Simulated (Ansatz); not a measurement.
## A series in volume per atom on Ti

Results calculated with Ansatz 0.2.0, not measured. Periodic Kohn-Sham DFT of a crystal at fixed atoms; pressure and stress are positive in compression; the energy is the free energy less that of spherical unpolarised free atoms; site moments are those in the method's own spheres, positive along +z.

Cell of the first row (space group Fm-3m, No. 225):
```
cell vectors (Å)
   0.0000     1.9886     1.9886
   1.9886     0.0000     1.9886
   1.9886     1.9886     0.0000
atoms (fractions of the cell vectors)
Ti  0.00000  0.00000  0.00000
```

Settings of every row: method all-electron PAW; functional LDA; relativity scalar; k mesh 14x14x14; filling fermi-dirac; smearing width 0.05 eV; nucleus gaussian.

Atom start moment: 0 on all atoms.

```csv
row,volume per atom (Å³),pressure (GPa)
1,15.727,2.355
2,16.062,-0.278
3,16.396,-2.679
4,16.564,-3.8
5,16.731,?
6,16.898,-5.893
7,17.065,-6.869
8,17.4,-8.693
9,17.735,-10.355
```

Question: what pressure should row 5 give?

Worked fit of pressure. Take u = (V_r/V)^(2/3) − 1 with V_r = 16.731 Å³ an atom, which is twice the finite (Eulerian) strain; such expansions in the strain, on which the Birch-Murnaghan equation of state is built, carry the rest volume and the bulk modulus. The shown rows have u = 0.04212, 0.02758, 0.01358, 0.00671, -0.0066, -0.01309, -0.0258, -0.03811. Least squares give pressure = −4.872 + 157.029 × u + 345.37 × u² GPa; a straight line predicts inner rows, each left out in turn, worse (root mean square 0.18 against 0.0023 GPa). The rows lie off it by 0.000, 0.000, -0.003, 0.003, 0.000, -0.001, 0.000, 0.000. The pressure vanishes at u = 0.0292, or V = 16.03 Å³ an atom, and there the bulk modulus at fixed shape and fractions is B = −V dP/dV = (2/3)(1 + u) dP/du = 122 GPa. The withheld row has u = 0, so the fit gives −4.872 + 157.029 × (0) + 345.37 × (0)² = -4.872 GPa.

The calculation gave -4.871 GPa. The fit lies 0.001 GPa (0.0079 % of the column's range) below it, one unit of the last digit.
